Q: When the hydroxyl group of H₂N–AlH–OH is turned with all else held fixed, the energy is lowest with the O–H bond pointing to the side of the hydrogen on aluminium. That hydrogen is negative and the hydroxyl hydrogen is positive. So I would say that their attraction holds the hydroxyl group in place, and that the barrier is the price of pulling them apart.

A: Work out what your picture demands in the limits. The torsion x is the angle between the N–Al and O–H bonds, seen along Al–O. At 180° (anti) the O–H bond points away from nitrogen and your two hydrogens are closest. At 0° (syn) they are farthest apart. Where should the energy be highest?

Q: At syn. The energy should climb all the way from anti to syn, a single hill with its top at 0°.

A: Now compare that with the computed curve.

CCSD(T), PBE0-D4, wB97M-V and HF energies for a rigid turn of the hydroxyl group about the Al–O bond in gas-phase H₂N–AlH–OH, computed with Ansatz 0.2.0 in the def2-TZVPP basis, with frozen cores in CCSD(T). The torsion is N–Al–O–H; all else is held as in the PBE0-D4/def2-TZVP minimum at −180.0°, where each method has its zero of energy.

| torsion (°) | CCSD(T) (eV) | PBE0-D4 (eV) | wB97M-V (eV) | HF (eV) |
| --- | --- | --- | --- | --- |
| -180.0 | 0.0000 | 0.0000 | 0.0000 | 0.0000 |
| -171.7 | 0.0022 | 0.0022 | 0.0023 | 0.0023 |
| -141.7 | 0.0424 | 0.0411 | 0.0424 | 0.0427 |
| -111.7 | 0.1000 | 0.0956 | 0.0981 | 0.0984 |
| -81.7 | 0.1203 | 0.1150 | 0.1173 | 0.1172 |
| -51.7 | 0.0876 | 0.0853 | 0.0858 | 0.0854 |
| -21.7 | 0.0428 | 0.0432 | 0.0416 | 0.0408 |
| 8.3 | 0.0323 | 0.0331 | 0.0311 | 0.0301 |
| 38.3 | 0.0660 | 0.0651 | 0.0646 | 0.0640 |
| 68.3 | 0.1110 | 0.1067 | 0.1083 | 0.1081 |
| 98.3 | 0.1163 | 0.1108 | 0.1135 | 0.1135 |
| 128.3 | 0.0694 | 0.0668 | 0.0687 | 0.0691 |
| 158.3 | 0.0148 | 0.0144 | 0.0149 | 0.0150 |

Q: It doesn't fit. CCSD(T) gives 0.0323 eV at 8.3°, close to syn, but 0.1203 eV at −81.7°. Where I expected the summit there is a second well.

A: And no choice of strength rescues the picture. If a single hill, (1 + cos x)/2 times an adjustable height, is fitted by least squares to all thirteen CCSD(T) rows, it gives about 0.10 eV at 8.3°, three times the computed value. What costs energy is turning the O–H bond out of the molecular plane, whichever way it pointed before.

Q: But there seem to be two barriers, and they differ: 0.1203 eV at −81.7° and 0.1163 eV at 98.3°.

A: The molecule is planar at its minimum, so x and −x are mirror images with the same energy. There is one barrier, sampled at 81.7° on one side and at 98.3° on the other. The first point lies a little towards syn, the second a little towards anti, and that is enough to make them differ.

Q: Then let me repair my idea. In anti the hydroxyl hydrogen is attracted by the hydrogen on aluminium, and in syn by nitrogen. Attractions at both ends would give two wells with a barrier between them.

A: They could, if the two attractions were about equally strong, so the shape of the curve alone can't decide against you. Distances can say more. In the anti form the two hydrogens are 3.1 Å apart, and in the rigidly turned syn form the hydroxyl hydrogen is also 3.1 Å from nitrogen. A good hydrogen bond has roughly 2 Å there.

Q: Charges still attract each other at 3 Å.

A: Yes, but look at what happens on the way from one well to the other. As the hydroxyl hydrogen leaves one partner it approaches the other, so most of the loss is paid back at once. Only a small remainder is left to make a barrier at 90°.

To see how small, put a charge +q on the hydroxyl hydrogen and −q on each partner, with distances taken from the structure. For these two attractions to produce the barrier, q must be about 0.9 elementary charges. The hydroxyl hydrogen would be almost a bare proton and the one on aluminium almost a free hydride ion. This is an order-of-magnitude argument: it gives both partners the same charge, though nitrogen may well carry more, and it ignores the hydrogens on nitrogen, which repel. It makes the two contacts an unlikely main cause without strictly excluding them.

Q: What else is the same in both planar forms and different in between?

A: The orientation of the orbitals. Aluminium has three neighbours in one plane and an empty p orbital standing upright on that plane. Oxygen has a lone pair of p type, perpendicular to the plane through Al, O and H. In which forms are the two parallel?

Q: In anti and in syn alike. At 90° the lone pair lies in the molecular plane, at right angles to the empty orbital, and the overlap vanishes.

A: So in both planar forms oxygen can donate electrons into the empty orbital, which gives the Al–O bond some π character. Between the limits the coupling of the two orbitals goes as cos x. When a filled level mixes with an empty one well above it, the energy gained is about the coupling squared divided by the gap, so it goes as cos²x. The energy lost on turning is then proportional to 1 − cos²x, which is sin²x.

Q: That gives two wells of equal depth. The computed ones are unequal.

A: Add the simplest term that tells syn from anti. With the energy counted from the anti form,

E(x) = V₁(1 + cos x)/2 + V₂ sin²x.

V₁ is the energy of syn above anti, and V₂ is the cost of leaving the plane. A least-squares fit to all thirteen CCSD(T) rows gives V₁ = 0.0295 eV and V₂ = 0.1049 eV. The twofold term is the larger by more than a factor of three.

Q: Let me try it at 98.3°. The cosine is −0.144, so the first term is 0.0295 × 0.428 = 0.0126 eV. The squared sine is 0.979, so the second is 0.1049 × 0.979 = 0.1027 eV. Together that is 0.115 eV, against 0.1163 eV in the table.

A: The formula is about 1% low there. That row was part of the fit, so this shows that two terms describe the curve, not that they predict it. The largest miss is 0.0011 eV, at −141.7°.

The formula also settles your question about the unequal barrier points. Both lie 8.3° from the perpendicular, so sin²x is the same for both and only V₁ separates them. The expected difference is 0.0295 × 0.144 = 0.004 eV, as the table has it.

Q: So the fit proves that the lone pair donates?

A: No. It shows a cost that depends on the angle as sin²x, and donation is one cause that behaves this way. There is another. At 90° the lone pair lies in the molecular plane, where it meets the filled Al–N and Al–H bonds, and filled orbitals repel each other. That repulsion is also greatest at 90° and has the same symmetry, so V₂ may contain both.

Q: Could I at least read V₂ as the strength of the π bond?

A: Not even if the repulsion were absent. Oxygen has a second lone pair, which lies in the Al–O–H plane. When the hydroxyl group turns, this one comes partly into line with the empty orbital and can take over some of the donation. V₂ measures what is lost on balance. The empty p orbital on aluminium makes donation a natural candidate for the main part, but the energies alone do not show that it is.

Q: Might the barrier come from electron correlation instead, say from dispersion between the groups?

A: The HF column answers that, because Hartree–Fock contains neither. It gives 0.1172 eV at −81.7°, 97% of the CCSD(T) value, and it stays within about 3 meV of CCSD(T) in every row. The barrier is therefore already there when each electron moves in the average field of the others. Donation, repulsion between filled orbitals and attraction between charges are all present at that level, so this comparison removes correlation as the origin but does not choose among the three.

Q: The two density functionals are close as well. Can I rank the methods?

A: I would not. The largest deviation from CCSD(T) is 5.5 meV, for PBE0-D4 at 98.3°, and with a basis of this size CCSD(T) itself may be uncertain by a few meV. All four methods tell the same story about the shape.

Q: Is anything left of my first idea?

A: Perhaps a share of V₁, the small preference for anti over syn. A weak attraction between the two hydrogens would act in that direction, but this is a guess.

Q: And does the barrier matter in practice? Al–OH groups next to amide ligands can occur when aluminium oxide is deposited as a gate dielectric.

A: For this free molecule the highest computed point is 4.7 times kT at 300 K, so the hydroxyl group can turn readily even at room temperature. The scan is rigid: bond lengths, bond angles and the NH₂ group were held as they are in the anti form. Letting them adjust should make the turn easier still. It would also lower the syn form, so V₁ is not the energy difference between two relaxed forms. On a growing film, neighbouring groups could change the barrier, so the number describes the isolated molecule and not the surface.
